Cl to Cl¹²⁺, B-spline radial atomic code version 1, basis-set limit: all-electron Dirac-Coulomb Hartree-Fock, Fermi nucleus (³⁵Cl); <r⁻³> from non-relativistic Hartree-Fock, point nucleus; both averaged over the configuration. A/g_I is the magnetic hyperfine constant of one electron in the orbital, whether its shell is open or closed, over the nuclear g factor g_I = μ/(I μ_N).

```
species   Z  charge (e)  electrons  configuration  A(2p1/2)/g_I (MHz)  A(2p3/2)/g_I (MHz)  A(2p1/2)/A(2p3/2)  <r⁻³>(2p), non-rel. (bohr⁻³)  small weight (2p1/2)
     Cl  17           0         17   [Ne] 3s2 3p5               26240                5112              5.133                         100.4              0.000552
    Cl+  17           1         16   [Ne] 3s2 3p4               26250                5114              5.133                         100.4              0.000553
   Cl2+  17           2         15   [Ne] 3s2 3p3               26280                5120              5.133                         100.5              0.000553
   Cl3+  17           3         14   [Ne] 3s2 3p2               26330                5130              5.133                         100.7              0.000554
   Cl4+  17           4         13   [Ne] 3s2 3p1               26400                5144              5.132                         101.0              0.000555
   Cl5+  17           5         12       [Ne] 3s2               26500                5164              5.132                         101.4              0.000557
   Cl6+  17           6         11       [Ne] 3s1               26640                5192              5.132                         101.9              0.000560
   Cl7+  17           7         10   [He] 2s2 2p6               26810                5225              5.132                         102.6              0.000563
   Cl8+  17           8          9   [He] 2s2 2p5               28580                5572              5.129                         109.4              0.000594
   Cl9+  17           9          8   [He] 2s2 2p4               30430                5937              5.126                         116.5              0.000626
  Cl10+  17          10          7   [He] 2s2 2p3               32380                6320              5.124                         123.9              0.000659
  Cl11+  17          11          6   [He] 2s2 2p2               34420                6721              5.122                         131.8              0.000694
  Cl12+  17          12          5   [He] 2s2 2p1               36560                7140              5.120                         140.0              0.000729
```

The column $A/g_I$ gives the magnetic hyperfine constant of one electron in the 2p$_{1/2}$ or 2p$_{3/2}$ Dirac-Hartree-Fock orbital, with the nuclear $g$ factor divided out. The moment $\langle r^{-3}\rangle$ belongs to the non-relativistic 2p orbital of the same ion, and the small weight is the fraction of the 2p$_{1/2}$ norm carried by the small component of the spinor. The constants run in two regimes. Removing all seven $n=3$ electrons, from Cl to Cl$^{7+}$, raises $A(2p_{1/2})$ by 2.2% in total, whereas each 2p electron removed afterwards raises it by 6.2 to 6.6%. The ratio of the two constants stays above 5 in every row. It is 5.133 or 5.132 down to Cl$^{7+}$, a difference of one unit in the last digit that needs no cause, and then falls row by row to 5.120.

## The limit of infinite light speed

For a Dirac orbital with large and small radial components $P$ and $Q$ and relativistic quantum number $\kappa$ ($+1$ for p$_{1/2}$, $-2$ for p$_{3/2}$), the constant is proportional to $\frac{\kappa}{j(j+1)}\int PQ\,r^{-2}\,dr$. When the binding energy and the potential are small against $2c^2$, the small component follows from the large one, $Q\approx\frac{\alpha}{2}\left(P'+\kappa P/r\right)$ in atomic units, with $\alpha$ the fine-structure constant. Integration by parts gives $\int PP'r^{-2}dr=\langle r^{-3}\rangle$, the boundary term vanishing for a p orbital, so the integral becomes $\frac{\alpha}{2}(\kappa+1)\langle r^{-3}\rangle$. The product $\kappa(\kappa+1)$ equals $l(l+1)$ for both values of $j$, and the familiar recipe results:

$$\frac{A_j}{g_I}=C\,\frac{l(l+1)}{j(j+1)}\,\langle r^{-3}\rangle ,\qquad C=\frac{\mu_0}{4\pi}\,\frac{2\mu_B\mu_N}{h\,a_0^3}=95.41\ \text{MHz bohr}^3 .$$

The angular factors are $8/3$ and $8/15$, which makes the prefactors 254.43 and 50.886 MHz bohr$^3$. Since both $j$ share one radial function in this limit, the ratio of the constants is exactly 5 whatever the screening. Nothing in the recipe is fitted.

For Cl$^{12+}$, $254.43\times140.0=35620$ MHz stands against 36560 in the table, and $50.886\times140.0=7124$ MHz against 7140. With $F_j$ defined as the tabulated constant divided by the recipe, $F_{1/2}-1$ is 2.64% and $F_{3/2}-1$ is 0.22%, both relative to the recipe.

The recipe carries the trend. The quotient $A(2p_{1/2})/\langle r^{-3}\rangle$ stays between 261.1 and 261.5 MHz bohr$^3$ while both quantities grow by 39%, so the numbers show that the rise is already present in the non-relativistic orbital and is a contraction of it. The two regimes are ordinary screening. An electron lying wholly outside the 2p shell adds a constant to the potential inside and leaves the orbital unchanged, and the $n=3$ electrons come close to that limit: in Cl$^{2+}$ the same calculation puts the mean radii of 3s and 3p at 1.46 and 1.61 bohr, against 0.41 for 2p. A 2p electron shares its region with the other 2p electrons and screens them in part. Rewriting the moment through the hydrogenic $\langle r^{-3}\rangle=Z_\text{eff}^3/24$ assigns an average gain of 0.014 in $Z_\text{eff}$ to each $n=3$ electron removed and 0.295 to each 2p electron, taken between the end rows of each regime. This is a restatement of the column and no test of it. The break after Cl$^{7+}$ is physical, because the rotation among closed shells of equal $l$, which can make single-orbital moments jump by convention, needs two closed p shells and no row has them.

## Where the recipe fails and how the failure shows

The failure is selective in $j$. Over all rows $F_{1/2}-1$ lies between 2.64 and 2.78%, and $F_{3/2}-1$ between 0.06 and 0.24%. The four digits of $\langle r^{-3}\rangle$ and $A$ blur these figures by 0.05 to 0.07%, which is comparable with the whole of $F_{3/2}-1$ from Cl to Cl$^{8+}$. For two of those rows the same calculation gives the moment to more digits, and $F_{3/2}-1$ then comes out as 0.07% in Cl$^{2+}$ and 0.09% in Cl$^{6+}$, each good to 0.01%, so the excess is small but real.

The sharpest sign of the failure needs no radial moment at all. A ratio different from 5 means that no single $\langle r^{-3}\rangle$ reproduces both constants, and the ratio is known to 0.01%. In Cl$^{10+}$ the recipe run backwards returns 127.3 bohr$^{-3}$ from the p$_{1/2}$ constant and 124.2 from the p$_{3/2}$ constant, while the non-relativistic orbital has 123.9.

Theory explains the selectivity through the place where the integral is collected. For a hydrogenic orbital $P\propto r^2e^{-Zr/2}$. With $\kappa=+1$ the combination $P'+P/r$ begins as $3r$, like an s function, and the integrand is proportional to $(3r-Zr^2/2)\,e^{-Zr}$, with its maximum at $Zr=4-\sqrt{10}\approx0.84$. With $\kappa=-2$ the linear terms cancel, the integrand is proportional to $r^2e^{-Zr}$, and the maximum lies at $Zr=2$. The radial density itself peaks at $Zr=4$. For a charge between 14 and 17 the p$_{1/2}$ integrand therefore peaks near 0.05 to 0.06 bohr, at or inside the maximum of the 1s shell, which the Cl$^{10+}$ run puts at 0.059 bohr. The neglected quantity is the potential over $2c^2$, which grows as $1/r$, so the orbital whose integral is collected nearer the nucleus is the one the recipe misses. The s-like character is visible in Cl$^{10+}$, where the 2p$_{1/2}$ orbital has a density of 0.33 bohr$^{-3}$ over the nucleus (2s has 150), although a non-relativistic p orbital vanishes at the origin.

The comparison sets a Fermi nucleus against a point nucleus, so nuclear size has to be excluded before the excess is called relativistic. It reaches p$_{1/2}$ only through the s-like part, and a crude estimate, $(ZR/a_0)(Z\alpha)^2$ with $R$ the rms nuclear radius, puts it at the order of $10^{-5}$, below every digit used here.

## The limit of the bare nucleus and the limit of full screening

One electron in a point Coulomb field has an exact Dirac solution. With $\gamma=\sqrt{\kappa^2-(Z\alpha)^2}$ and, for p$_{1/2}$, $N=\sqrt{2+2\gamma}$,

$$F_{1/2}=\frac{24\,[\,2(\gamma+1)-N\,]}{N^4\gamma\,(4\gamma^2-1)}\approx1+\tfrac{47}{24}(Z\alpha)^2,\qquad F_{3/2}=\frac{6}{\gamma(2\gamma-1)}\approx1+\tfrac{7}{24}(Z\alpha)^2 ,$$

and the ratio is $5\,[1+\tfrac53(Z\alpha)^2]$ to leading order. The formulas leave open which charge to insert for an ion with many electrons, and two limits are tried here, neither with a fitted constant.

In the screened limit the charge is the one that fixes the size of $\langle r^{-3}\rangle$. For Cl$^{12+}$, $Z_\text{eff}=(24\times140.0)^{1/3}=14.98$, and the exact formulas give a ratio of 5.101, short of the table by 0.019. For neutral Cl, $Z_\text{eff}$ is 13.41 and the ratio 5.081, short by 0.052, so that about three fifths of the excess over 5 is recovered. The model is too low in every row, and its trend has the wrong sign: it rises by 0.020 along the series where the table falls by 0.013.

In the bare limit $Z=17$ and $(Z\alpha)^2=0.01539$. The leading term gives $5\,(1+\tfrac53\times0.01539)=5.128$ and the exact formulas 5.131. This lies within 0.002 of the table from Cl to Cl$^{7+}$ and is too high by 0.011 at Cl$^{12+}$, the worst row. The root-mean-square miss over all thirteen rows is 0.005, against 0.045 for the screened charge. A charge near that of the nucleus thus reproduces the size of the ratio, as the location of the p$_{1/2}$ integrand would lead one to expect, and the ratio responds weakly to the state of ionisation. Agreement in the ratio alone does not prove that this charge acts on each constant.

Most of the failure of the screened charge lies in the p$_{1/2}$ factor, and a single orbital hints at the reason. For 2p in Cl$^{2+}$ the hydrogenic relations $\langle r\rangle=5/Z$, $\langle r^{-1}\rangle=Z/4$ and $\langle r^{-3}\rangle=Z^3/24$ return 12.3, 12.8 and 13.4. The spin-orbit parameter $\zeta$ of the same run, read as $\frac{\alpha^2}{2}Z\langle r^{-3}\rangle$, returns 15.1. The first three charges grow with the weight that the operator puts on small radii. The fourth is of another kind, roughly the charge whose field the electron feels where $r^{-3}$ is collected, and it lies nearer to that of the nucleus. The correction to the p$_{1/2}$ constant is weighted further in than $r^{-3}$ itself, so a charge fixed by the size of $\langle r^{-3}\rangle$ is too small for it. For p$_{3/2}$ the same charge errs the other way, since it gives an excess of about 0.28% where Cl$^{2+}$ has 0.07%.

The close agreement of the bare ratio for the low charge states is a cancellation, and this is the failure most easily overlooked. The bare nucleus gives $F_{1/2}-1=3.09\%$ and $F_{3/2}-1=0.45\%$. In neutral Cl the tabulated factors fall below these by 0.37 and 0.39 percentage points, well outside the rounding, and two equal shortfalls drop out of a ratio. Applied to $A(2p_{3/2})$ of the neutral atom, the bare correction is therefore worse than no correction, since it adds 0.45% where less than about 0.1% is wanted. Inverting the formulas for the charge that each quantity demands exposes the same thing. Neutral Cl asks for 17.1 from the ratio, which exceeds the nuclear charge, for about 16 from $F_{1/2}$, and for something near 6 from $F_{3/2}$, the last being only roughly fixed by the digits. The charge taken from the ratio then drops to 16.3 at Cl$^{12+}$, although electrons have been removed. A charge that is larger than $Z$, differs between the two $j$ and decreases with ionisation has no physical meaning, and these three symptoms mark the end of any one-charge picture.

## Two gauges that mislead

The small weight looks like a measure of how relativistic an orbital is, and for the hyperfine constant it is a poor one. From the relation between $Q$ and $P$ it equals $\alpha^2\langle p^2\rangle/4$, an average of the kinetic energy over the whole orbital, which for hydrogenic 2p is $(Z\alpha)^2/16$. The charge it implies is 12.9 in Cl$^{2+}$, close to the 12.8 obtained from $\langle r^{-1}\rangle$ and far from the nuclear charge. Along the series the small weight rises by 32% while the excess of the ratio over 5 shrinks by about a tenth of itself. In Cl$^{10+}$, the small weights of the two $j$ agree to 0.5%, yet the hyperfine excesses are 2.72 and 0.24%.

The second false gauge is a relativistic $\langle r^{-3}\rangle$ put into the non-relativistic recipe. For p$_{1/2}$ the moment does not exist with a point nucleus, since the density starts as $r^{2\gamma}$ with $\gamma<1$ and the integral diverges. For p$_{3/2}$ it exists, and in Cl$^{10+}$ it is 124.6 bohr$^{-3}$, 0.55% above the non-relativistic value (with 0.04% of rounding), while the Dirac constant lies 0.32% below what the recipe makes of it. The small $F_{3/2}$ of this row is the remainder of two opposite effects, a contraction of the orbital and a weakening of the operator. Both are known at the bare nucleus. The density is $r^{2\gamma}e^{-Zr}$, so $\langle r^{-3}\rangle=Z^3/[2\gamma(2\gamma-1)(2\gamma-2)]$, which exceeds $Z^3/24$ by $\frac{13}{24}\times0.01539=0.83\%$. Dividing $F_{3/2}$ by this enhancement leaves $\gamma-1\approx1-\frac14(Z\alpha)^2$, a loss of 0.38%. In Cl$^{10+}$ the operator part is thus near its bare value and the contraction falls well short of it. That a screened orbital contracts less is plausible on two standard grounds, a weaker field over the bulk of the orbital and the indirect effect by which relativistically contracted s shells screen the nucleus better. This one row does not tell them apart.

## What the orbital constants are not

All of the above compares two one-electron descriptions within Hartree-Fock, and the step to an observable fails in most rows for reasons of coupling. From Cl to Cl$^{7+}$ the 2p shell is closed and its six electrons give no net field. The hyperfine structure of those ions belongs to the open 3p shell (Cl to Cl$^{4+}$) or the 3s electron (Cl$^{6+}$), and Cl$^{5+}$ and Cl$^{7+}$ have closed shells only. The scale is quite different there, as $\langle r^{-3}\rangle$ of 3p in Cl$^{2+}$ is 8.90 bohr$^{-3}$, a factor of 11 below 2p.

The rows with an open 2p shell are averages over the configuration, and a smooth step of 6% per electron with no feature at half filling is the mark of that averaging. The levels do not behave smoothly. In LS coupling the $^4S$ ground term of Cl$^{10+}$ has neither orbital momentum nor an aspherical spin density, so orbital and spin-dipolar fields vanish in first order, and the $J=0$ ground level of Cl$^{11+}$ has no hyperfine splitting. Only the single electron of Cl$^{12+}$ and the single hole of Cl$^{8+}$ map directly onto a $^2P_{1/2}$ and a $^2P_{3/2}$ level.

Even there the neglect of core polarisation bears on the digits discussed above. An unpaired p spin polarises the closed s shells through exchange and produces a contact constant $a_c$, which enters a level with the projection $\langle\mathbf s\cdot\mathbf j\rangle/j(j+1)$, equal to $+1/3$ for $j=3/2$ and $-1/3$ for $j=1/2$. The whole relativistic excess of $A(2p_{3/2})$ in Cl$^{12+}$ is $7140-7124=16$ MHz, and $a_c=48$ MHz would match it. That is about 0.04% of the one-electron 2s constant, $1.1\times10^5$ MHz in the neighbouring Cl$^{10+}$ run. A shift of 16 MHz in $A(2p_{3/2})$ alone moves the ratio by $5.120\times16/7140=0.011$, nearly the full drift along the table. This is a statement of sensitivity and no estimate of $a_c$, but it shows that a measured departure from 5 cannot be read as relativity alone. Correlation, with the near-degenerate mixing of 2s$^2$ and 2p$^2$ in the last rows, acts on the constants as well. The Breit interaction is absent from the Dirac-Coulomb orbitals, and the anomalous moment of the electron, roughly 0.1% on the spin part, is of the size of $F_{3/2}-1$ itself; recipe and table both rest on $g=2$, so their comparison is unaffected.

## The drift of the ratio

For a neighbouring case the pattern suggests the following. The size of the 2p constants follows $\langle r^{-3}\rangle$ and changes little when $n=3$ electrons leave and strongly when 2p electrons do, while the departure of the ratio from 5 is set close to the nucleus. By the hydrogenic formula it should grow roughly as the square of the nuclear charge, which this table, with a single $Z$, cannot test. Measured against the Dirac-Hartree-Fock constants of these chlorine ions, the recipe is good to 0.3% for p$_{3/2}$ and needs a factor near 1.027 for p$_{1/2}$.

The drift of the ratio in the open-2p rows is left over. From Cl$^{2+}$ to Cl$^{12+}$ the excess over 5 drops from 2.66 to 2.40%. The factor $F_{3/2}-1$ rises from 0.07 to 0.22% and $F_{1/2}-1$ goes from 2.73 to 2.64%, the division between the two being uncertain by 0.05% through the rounding of $\langle r^{-3}\rangle$ in Cl$^{12+}$. The rise for p$_{3/2}$ points toward the bare value of 0.45%, as less screening suggests. The p$_{1/2}$ factor comes no closer to its bare value of 3.09%. Indirect screening by the contracted s shells is a poor candidate. To leading order it changes the potential of both $j$ alike and multiplies both constants by the same factor, so it drops out of the ratio, though it may contribute to the equal shortfalls found above. The drift has to come from something that differs between the two $j$, such as the way spin-orbit coupling reshapes each orbital, and the table does not single out one such effect. The averaging of the 2p occupations over both $j$ is an unlikely cause, since the drift is largest in Cl$^{12+}$, where the single 2p electron has no 2p partner to be averaged over. The ratio begins slightly above the one-electron value of 5.131 and moves away below it as the ion is stripped, a course that cannot last all the way to a lone 2p electron at the bare nucleus. What keeps the p$_{1/2}$ factor some 0.4 percentage points under its bare value however many outer electrons are present, and which electrons must go before the ratio turns back, is the question the table leaves open.
